## Fine structure of a tetrahedral d⁶ ion

Four energy scales nest in the spectrum of a high-spin 3d ion. Away from a spin crossover, changing the total spin costs about $10^4$ cm⁻¹ or more, and a tetrahedral ligand field is several $10^3$ cm⁻¹. Spin-orbit coupling splits an orbital triplet by several $10^2$ cm⁻¹, and each further order of it is smaller by the ratio of a spin-orbit energy to a term gap, of the order of ten per cent.

### Question

Calculated values. Lowest levels of a d⁶ ion in Td symmetry, from exact diagonalisation of a parametric ligand-field model with Racah B = 790 cm⁻¹ and C = 4100 cm⁻¹, 10Dq = -6600 cm⁻¹ and spin-orbit ζ = 630 cm⁻¹. Energies are measured from the lowest level, irreps are double-group labels, and the level spin is S from the expectation value of S².

| level irrep | level degeneracy | level energy (cm⁻¹) | level spin |
| --- | --- | --- | --- |
| A1 | 1 | 0.0 | 2 |
| T1 | 3 | 28.0 | 2 |
| E | 2 | 55.5 | 2 |
| T2 | 3 | 92.3 | 2 |
| A2 | 1 | 129.9 | 2 |
| T2 | 3 | 6231.7 | 2 |
| T1 | 3 | 6569.2 | 2 |
| E | 2 | 6581.6 | 2 |
| T2 | 3 | 7030.3 | 2 |
| T1 | 3 | 7050.5 | 2 |
| A1 | 1 | 7073.8 | 2 |
| T2 | 3 | 15712.1 | 1 |
| E | 2 | 15752.6 | 1 |
| T1 | 3 | 16071.9 | 1 |
| A1 | 1 | 16147.0 | 1 |

The levels come from exact diagonalisation of a parametric one-shell ligand-field model. The column level irrep gives the symmetry of the whole spin-orbit state, level degeneracy the number of states in it, level energy its height above the lowest level, and level spin the $S$ obtained from $\langle S^2\rangle$. Write $\Delta = |10Dq|$.

(a) Assign the rows to terms.

(b) Derive the lowest-order pattern of the first five rows and compare it with the table.

(c) These rows leave the pattern in two distinct ways. Size each, find its order in $\zeta$ and name its cause.

(d) Test the two upper terms against the Landé interval rule and explain the rows that break it.

(e) State what changes for octahedral d⁴, for octahedral d⁶ and for a smaller $\zeta$.

### Model answer

#### (a) Terms

Negative $10Dq$ puts the e orbitals below t₂. The high-spin shell is a half-filled d⁵ core plus one electron of opposite spin, so the free-ion ⁵D term splits like a single d electron: ⁵E ($e^3t_2^3$) below ⁵T₂ ($e^2t_2^4$), separated by $\Delta$ when $\zeta = 0$.

Spin 2 transforms as E + T₂. The product with orbital E is A₁ + A₂ + E + T₁ + T₂, ten states, which are the rows from 0.0 to 129.9 cm⁻¹. The product with orbital T₂ gives the fifteen states from 6231.7 to 7073.8 cm⁻¹. Spin 1 transforms as T₁, and T₁ × T₁ = A₁ + E + T₁ + T₂ matches the last four rows, so they are ³T₁; a ³T₂ term would contain A₂ in place of A₁. The lowest row, labelled A1, has $S = 2$ and is neither an orbital nor a spin singlet.

#### (b) The ladder of ⁵E

Within ⁵D the coupling is $\lambda\,\mathbf L\cdot\mathbf S$ with $\lambda = -\zeta/2S = -157.5$ cm⁻¹, negative for a shell more than half full. $\mathbf L$ transforms as T₁, which E × E does not contain, so ⁵E has no first-order splitting. All of $\mathbf L\cdot\mathbf S$ leads to ⁵T₂, and the second-order operator is

$$H^{(2)} = -\frac{\lambda^2}{\Delta}\,P_E(\mathbf L\cdot\mathbf S)^2P_E ,$$

where $P_E$ projects on the orbital pair $\theta = z^2$, $\varepsilon = x^2-y^2$. For $\theta$, $\langle L_z^2\rangle = 0$ and $\langle L_x^2\rangle = \langle L_y^2\rangle = 3$, which gives $12 - (3S_z^2-6)$. For $\varepsilon$ the values 4, 1, 1 give $12 + (3S_z^2-6)$. The two orbitals are linked by $\sqrt3(S_x^2-S_y^2)$.

The T₂ spin state $(|2\rangle - |{-2}\rangle)/\sqrt2$ has $3S_z^2-6 = 6$ and is untouched by the link, so it yields 6 with $\theta$ (level T₂) and 18 with $\varepsilon$ (level T₁). The E spin pair has diagonal elements $\mp6$ and a link of size 6, which yields 24, 12, 12 and 0. The zero belongs to A₂, because ⁵T₂ contains no A₂ level for it to mix with. The levels A₁, T₁, E, T₂, A₂ are thus lowered by $w = 24, 18, 12, 6, 0$ units of $\lambda^2/\Delta$.

The estimate has no fitted constant. The unit is $157.5^2/6600 = 3.76$ cm⁻¹, the step is $6\lambda^2/\Delta = 22.55$ cm⁻¹, and the width is four steps, 90.2 cm⁻¹. The table has the predicted order of labels, but its width is 129.9 cm⁻¹, larger by a factor 1.44, and its steps are 28.0, 27.5, 36.8 and 37.6 cm⁻¹. Both departures are far beyond the 0.05 cm⁻¹ to which the energies are rounded.

#### (c) A longer step and a kink

Symmetry separates the two departures. The orbital operators available inside an E pair are of type A₁, E and A₂. A second-order path applies the spin-orbit operator twice and so builds spin operators of rank 2 at most, whether the intermediate state is a quintet or a triplet. The only invariant that splits the term is then orbital E times rank-2 spin E, the operator already found. Second order can stretch the ladder and can do nothing else to it.

Third order reaches rank 3, which contains an A₂ operator of the type $S_xS_yS_z$, and this pairs with the orbital A₂ operator. Acting on T₂ spin states it would produce T₁, which spin 2 lacks, so the levels T₁ and T₂ stay in place. In the block of E spin and E orbit it raises A₁ and A₂ by an amount $a$ and lowers E by $a$. With rung number $n = -2,\dots,2$, centre $c$ and step $k$,

$$E_n = c + kn + a\,(+1,\,0,\,-1,\,0,\,+1),$$

and the steps are $k-a,\ k-a,\ k+a,\ k+a$.

The table tests this form directly, since five levels give two readings of each constant. With the centre taken as the mean of T1 and T2, $(28.0+92.3)/2 = 60.15$, the mean of A1 and A2 lies 4.8 cm⁻¹ above it and E lies 4.65 cm⁻¹ below it. The step is $129.9/4 = 32.48$ from the outer pair and $(92.3-28.0)/2 = 32.15$ from the inner pair. An unweighted least-squares straight line through all five rows misses E by 5.6 cm⁻¹. The same fit with the $a$ term gives $k = 32.4$ and $a = 4.7$ cm⁻¹ and misses no row by more than 0.3 cm⁻¹. Three constants on five rows leave only two checks, and those are the paired readings above.

Part of $a$ follows from ⁵D alone. The partner levels in ⁵T₂ lie at $\Delta + \delta|\lambda|$, with $\delta = +2$ for A₁ and $-1$ for E (see (d)). Expanding $-w\lambda^2/(\Delta+\delta|\lambda|)$ adds $w\delta u$, with $u = |\lambda|^3/\Delta^2 = 0.0897$ cm⁻¹: $+48u$ for A₁, $-12u$ for E and zero for A₂. Calling the third-order parts $c_3$, $k_3$, $a_3$, the equations $c_3-2k_3+a_3 = 48u$, $c_3+2k_3+a_3 = 0$ and $c_3-a_3 = -12u$ give $k_3 = -12u$ and $a_3 = 18u = 1.61$ cm⁻¹. The quintet picture therefore predicts a kink of the right sign and a third of the size, and it shortens the step to 21.47 cm⁻¹, further from the table.

The rest can be located by setting up the 210-state d⁶ matrix afresh with the same parameters and diagonalising it within chosen spin spaces. In full it returns every row within 0.05 cm⁻¹. Among quintets alone it gives $k = 21.2$ to 21.3 and $a = 1.6$ to 1.8 cm⁻¹, about two thirds of the step and one third of the kink. Admitting triplets brings both to within 0.1 cm⁻¹ of the table. Halving $\zeta$ in the full matrix gives exponents of 1.93 to 1.94 for $k$ and 2.95 to 2.97 for $a$. The step is therefore second order with a small negative third-order correction, and the kink is third order. The longer step comes from quintet-triplet mixing, and so does most of the kink.

Triplets 15800 cm⁻¹ or more away matter because their coupling is no weaker than that of ⁵T₂. Put in common units, the 24 units of $\lambda^2$ are $1.5\,\zeta^2$, so the quintet width is $1.5\,\zeta^2/\Delta$, and a spin flip likewise has a strength of order $\zeta$. The triplet terms lie only some three times as far away as ⁵T₂, so a squared coupling that varies by about $2\zeta^2$ along the ladder adds nearly half the quintet width. The wavefunctions bear this out. A second-order shift equals the admixed weight times the gap. The weight of other spin falls steadily up the ladder, from 0.35 % in A1 to 0.11 % in A2, and the width that quintets leave unexplained is $129.9 - 85.0 = 44.9$ cm⁻¹. The implied gap, $44.9/0.0024 \approx 1.9\times10^4$ cm⁻¹, lies among the triplet terms, which at $\zeta = 0$ begin at 15828.8 and continue from 20153.7 cm⁻¹.

The two readings of the step differ by 0.33 cm⁻¹, a few times the rounding. A rank-4 spin operator paired with orbital E has this form and first appears in fourth order; that assignment is argued from symmetry and size. The two readings of $a$ differ by 0.15 cm⁻¹, close to the rounding, but the rebuilt matrix keeps a difference of 0.10 cm⁻¹. By symmetry this belongs to a cubic rank-4 spin operator paired with orbital A₁, which is allowed from fourth order on; symmetry fixes its form but not the order that dominates it.

All of this describes a rigid tetrahedron. ⁵E is Jahn-Teller active, and vibronic coupling, which the model lacks, reduces orbital operators of type E and A₂ by different factors, so a real ion may show neither this step nor this kink.

#### (d) The orbital triplets

In ⁵T₂ the orbital moment acts as $-\mathbf l$ with $l = 1$, so the coupling is $+|\lambda|\,\mathbf l\cdot\mathbf S$ and $J = 1, 2, 3$ lie at $-3, -1, +2$ times $|\lambda|$. The predicted gaps are 315.0 and 472.5 cm⁻¹, in the ratio 1.5. The table groups as 3, 5 and 7 states, and the degeneracy-weighted group centres are 342.5 and 471.0 cm⁻¹ apart, a ratio of 1.375. Measured from the centre of the term, the rows furthest from first order are A1 at 7073.8, high by 33 cm⁻¹, and T2 at 6231.7, low by 21 cm⁻¹.

The first cause is the mirror image of (b): each ⁵T₂ level is pushed up by as much as it pushes its ⁵E partner down. A₁ receives 24 units and E receives 12. The weights of T₁ and T₂ are shared between two $J$ groups, and the third-order result fixes the shares. There $c_3 = 6u$, so T₁ must shift by $c_3 - k_3 = 18u$; weights that sum to 18 with $\delta = -1$ and $+2$ are then 6 and 12. T₂ must shift by $-6u$, which gives 3.6 for $J = 1$ and 2.4 for $J = 3$. The group averages are 3.6, $(3\cdot6+2\cdot12)/5 = 8.4$ and $(3\cdot2.4+3\cdot12+24)/7 = 9.6$ units. The lower gap widens by 4.8 units, or 18 cm⁻¹, and the upper by only 1.2 units. Diagonalising among quintets gives 331.5 and 476.6 cm⁻¹, close to this estimate.

Triplets supply the remainder. They add 11 cm⁻¹ to the lower gap and remove about 6 from the upper one, so the near agreement of the upper gap with first order is a cancellation of $+4$ and $-6$. They also narrow the groups: the $J = 3$ spread is 76 cm⁻¹ among quintets and 43.5 in the table. The centres of ⁵E and ⁵T₂ are 6665.3 cm⁻¹ apart, about 1 % more than $\Delta$. Mutual repulsion gives 6673.8, and triplets take back 8.5, presumably because they lie nearer to ⁵T₂. This term too is Jahn-Teller active, and quenching of its orbital moment would shrink the first-order gaps themselves.

For ³T₁ the coupling $A\,\mathbf l\cdot\mathbf S$ puts $J = 2$ (T₂ + E), 1 (T₁) and 0 (A₁) at $A$, $-A$ and $-2A$, with gaps in the ratio 2. Projecting the spin-orbit operator on the $\zeta = 0$ term gives $A = -153$ cm⁻¹ with nothing fitted, half of the $-\zeta/2 = -315$ cm⁻¹ of a pure $e^4t_2^2$ configuration. The e occupation is 3.82, so the term is largely that configuration. The deficit of 0.18 is shared between $e^3t_2^3$ and $e^2t_2^4$, which counts twice, so the weight of $e^3t_2^3$ is well below 0.18. The cross term of $\mathbf L$ between e and t₂ orbitals is, however, linear in the amplitude of $e^3t_2^3$, the square root of that weight. A modest admixture can thus change $A$ by a large fraction.

The table gives gaps of 343.6 and 75.1 cm⁻¹ against 306 and 153, a ratio of 4.58, and $J = 2$ is split by 40.5 cm⁻¹. The row A1 at 16147.0 lies 48.5 cm⁻¹ below its first-order place, the largest misfit in the table. Two effects add. Other triplets already reduce the upper gap to 114.4 cm⁻¹. Among triplet terms only ³T₁ contains an A₁ level, and the coupling between two ³T₁ terms goes as $\mathbf l\cdot\mathbf S$, whose squares are 4, 1, 1 for $J = 0, 1, 2$, so A₁ is pushed down hardest. Quintets then change the gaps by less than 10 cm⁻¹.

Singlets do the rest. Without them the upper gap is 118.7 cm⁻¹ and E lies 1.6 below T2; with them the gap is 75.2 and E lies 40.5 above T2. A singlet couples only to the level that bears its own orbital label, and all singlets lie above, so ¹A₁ and ¹T₂ states are what depress A1 and T2. These two rows carry 0.62 % and 0.54 % of other spin, about twice as much as T1 and E. The singlets are distant: among the levels of the same run that lie above the table, $S$ stays at 0.95 or above for some $10^4$ cm⁻¹, until an E level with $S = 0.67$, and a scale of $\zeta^2/10^4$ is a few tens of cm⁻¹. Pure $t_2^2$ behaves like $p^2$, where ¹E and ¹T₂ form one ¹D₂ level and would push E and T2 equally. The unequal push must then come from other configurations, both as admixtures that alter the coupling to the lowest ¹E and ¹T₂ and as further singlet terms outside $e^4t_2^2$; the division by spin does not separate these.

#### (e) Neighbouring cases

Exchanging electrons for holes reverses the signs of both $10Dq$ and $\zeta$, so octahedral d⁴ with the same $B$, $C$ and $\Delta$ has the present matrix with $\zeta$ reversed. Even orders survive and odd orders change sign. Its ⁵E ladder keeps the order A₁, T₁, E, T₂, A₂ and the triplet contribution, the step grows by roughly a sixth, as the exponent of 1.94 implies, and the kink reverses so that the two long steps come first. Its ⁵T₂ has $J = 3$ lowest and its ³T₁ has $J = 0$ lowest.

In octahedral d⁶ the quintets change places. ⁵T₂ is lowest with $J = 1$ at the bottom, and the quintet repulsion turns the ⁵E ladder upside down, with A₁ pushed highest. The triplet part does not invert; it opposes the quintet part and leaves the inverted ladder narrower than quintets alone would make it.

The model names no ion, and its $\zeta$ exceeds the rough recalled free-ion value for Fe²⁺, about 400 cm⁻¹. At that value, with the other parameters unchanged, the step scales by $(400/630)^2 = 0.40$ to about 13 cm⁻¹ and the kink by $(400/630)^3 = 0.26$ to about 1.2 cm⁻¹, so the ladder is more regular. A 4d or 5d ion moves the other way, with larger $\zeta$ and smaller $B$ and $C$.

A stronger field weakens the quintet part of the step as $1/\Delta$ and brings ³T₁ down with slope $-(3.82-3) = -0.82$ per unit of $\Delta$, the difference in e occupation. From 15828.8 cm⁻¹ at $\zeta = 0$, slopes between 0.82 and 1 put the crossing with ⁵E at three to four times the present field, a loose extrapolation. Near it the denominators are small, the expansion in orders fails and the ladder is lost.

### Remarks on the reasoning

A tempting error in (c) is to blame unequal steps on triplets entering in second order. The rank argument forbids it. Triplets do dominate the kink, but through three-step paths, as the cubic dependence on $\zeta$ shows.

A level spin printed as 2 does not mean that other spins are negligible. A triplet weight of 0.35 % lowers $\langle S^2\rangle$ from 6 to $6 - 4(0.0035) = 5.986$, hence $S = 1.997$, while its energy effect is that weight times a gap of $2\times10^4$ cm⁻¹. No row holds as much as 1 % of other spin, yet a third of the ⁵E width depends on it.

The size of a break depends on the yardstick. In absolute terms A1 at 16147.0 is worst. Relative to the predicted width, ⁵E is worst at 44 %, because its pattern starts at second order and any other second-order path competes on equal terms. The width of ⁵T₂, 842.1 against $5|\lambda| = 787.5$ cm⁻¹, is 7 % too large, and that of ³T₁ is about 5 % too small while its interval ratio is off by more than a factor of two. Offsets from a term centre also spread one level's shift over its neighbours, so gaps are the safer guide to which level moved.

The agreement of the rebuilt matrix with the table is no evidence for the physics, since both rest on the same model; it only permits the division by spin. That division depends somewhat on the order in which spin spaces are added, because paths of third and higher order pass through more than one. Covalency and charge transfer, absent from a one-shell model, would with light ligands reduce $\zeta$ and could reduce it differently between e and t₂ orbitals than within t₂. That would alter the ⁵E step, the ⁵T₂ gaps and the cross term in $A$ by different amounts while leaving the symmetry rules for the ladder and the kink intact.
